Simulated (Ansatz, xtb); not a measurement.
**CH8AlNSi: which of two isomers lies lower**

We compare a, `[CH3][AlH][NH][SiH3]`, a singlet, with b, `C[SiH2][NH][AlH2]`, a singlet. Both are isolated molecules in the gas phase, relaxed with BLYP-D3(BJ)/def2-SVP; the shapes shown needn't be the lowest conformers.

a (Å):

```json
{"atom": "C", "x (Å)": "-2.0094", "y (Å)": "-0.0693", "z (Å)": "-1.6229"}
{"atom": "Al", "x (Å)": "-0.2574", "y (Å)": "-0.7939", "z (Å)": "-2.1381"}
{"atom": "N", "x (Å)": "1.1140", "y (Å)": "-0.8618", "z (Å)": "-0.9567"}
{"atom": "Si", "x (Å)": "1.2451", "y (Å)": "-0.3727", "z (Å)": "0.7277"}
{"atom": "H", "x (Å)": "-2.2921", "y (Å)": "0.7825", "z (Å)": "-2.2788"}
{"atom": "H", "x (Å)": "-2.8047", "y (Å)": "-0.8356", "z (Å)": "-1.7496"}
{"atom": "H", "x (Å)": "-2.0443", "y (Å)": "0.2846", "z (Å)": "-0.5731"}
{"atom": "H", "x (Å)": "0.0750", "y (Å)": "-1.3587", "z (Å)": "-3.5919"}
{"atom": "H", "x (Å)": "-0.0787", "y (Å)": "0.1926", "z (Å)": "1.1446"}
{"atom": "H", "x (Å)": "1.9847", "y (Å)": "-1.2615", "z (Å)": "-1.3324"}
{"atom": "H", "x (Å)": "2.3056", "y (Å)": "0.6750", "z (Å)": "0.9383"}
{"atom": "H", "x (Å)": "1.5834", "y (Å)": "-1.5258", "z (Å)": "1.6345"}
```

b (Å):

```xyz
12

C     0.4353    0.0622    1.3019
Al    0.2487    1.7017   -1.9848
N     1.6376    0.7335   -1.3625
Si    1.9269   -0.1228    0.1567
H    -0.4826   -0.3590    0.8452
H     0.2386    1.1256    1.5447
H     0.6239   -0.4773    2.2526
H     3.1571    0.4166    0.8389
H     2.1852   -1.5841   -0.1038
H     2.4286    0.6571   -2.0171
H     0.3963    2.3170   -3.4450
H    -1.0305    1.8891   -1.0621
```

Energies in hartree; the thermal terms are from BLYP-D3(BJ)/def2-SVP harmonic frequencies (ideal gas, rigid rotor, one conformer each, 600 K, 1 atm) and include the zero-point energy:

```
                              a           b
E, CCSD(T)/def2-SVP  −628.202106  −628.201749
    E, MP2/def2-SVP  −628.130638  −628.130304
  E, MP2/def2-TZVPP  −628.549870  −628.549859
  zero-point energy     0.081305     0.081430
       H(600 K) − E     0.108200     0.107864
       G(600 K) − E     0.000317     0.002944
```

**Question.** Correct the CCSD(T) difference for the basis set by the MP2 change, then work out ΔE, ΔE₀, ΔH and ΔG for a → b in kcal/mol (1 Eh = 627.51 kcal/mol) and the equilibrium ratio [b]/[a].

**Answer.** 1. Differences b − a: CCSD(T) +0.000357, MP2 in the small set +0.000334, MP2 in the large set +0.000011 Eh.
2. ΔE = +0.000357 + (+0.000011 − (+0.000334)) = +0.000034 Eh = +0.02 kcal/mol.
3. ΔE₀ = ΔE + ΔZPE = +0.000034 + (+0.000125) Eh = +0.10 kcal/mol.
4. ΔH = ΔE + (−0.000336) Eh = −0.19 kcal/mol.
5. ΔG = ΔE + (+0.002627) Eh = +1.67 kcal/mol, so ΔS = (ΔH − ΔG)/T = −13.0 J/(mol K).
6. kT = 1.9001 mEh, so K = [b]/[a] = exp(−ΔG/kT) = exp(−1.40) ≈ 0.25.

The sums favour a, but ΔE leans on the basis-set step (CCSD(T) alone has the other sign or is under 1 kcal/mol), so the order isn't settled. An error of 1 kcal/mol in ΔG would change K by a factor of 2.3. Mirror images and further conformers aren't counted.

As drawn, b has 1 C–Si, 1 Al–H in place of 1 C–Al, 1 Si–H.

Other levels gave ΔE = 0.0 (BLYP-D3(BJ)/def2-SVP); 0.0 (HF/def2-SVP); +0.2 (MP2/def2-SVP); +0.2 (CCSD(T)/def2-SVP) kcal/mol. The correlated steps freeze 12 core orbitals. Programs: Ansatz 0.2.0.

The two isomers are practically degenerate in electronic energy, and the modest free-energy preference for a at 600 K comes from entropy, since ΔH slightly favours b. The near-degeneracy makes chemical sense: going from a to b swaps a methyl group and a hydride between aluminium and silicon, leaving the Al–N–Si backbone intact. The gain of a C–Si bond in place of C–Al is offset by the exchange of Si–H for Al–H. Both isomers also keep a three-coordinate aluminium next to nitrogen, whose lone pair can donate into the empty Al p orbital. With so much of the bonding conserved, correlation contributes almost equally to both sides, and even Hartree–Fock finds them level.

The entropy advantage of a probably reflects softer torsions, notably of the methyl group on planar aluminium, where the rotational barrier is typically very small. Such a motion is closer to a hindered or free rotation than to a harmonic vibration, so the size of the preference for a is less secure than its entropic origin.
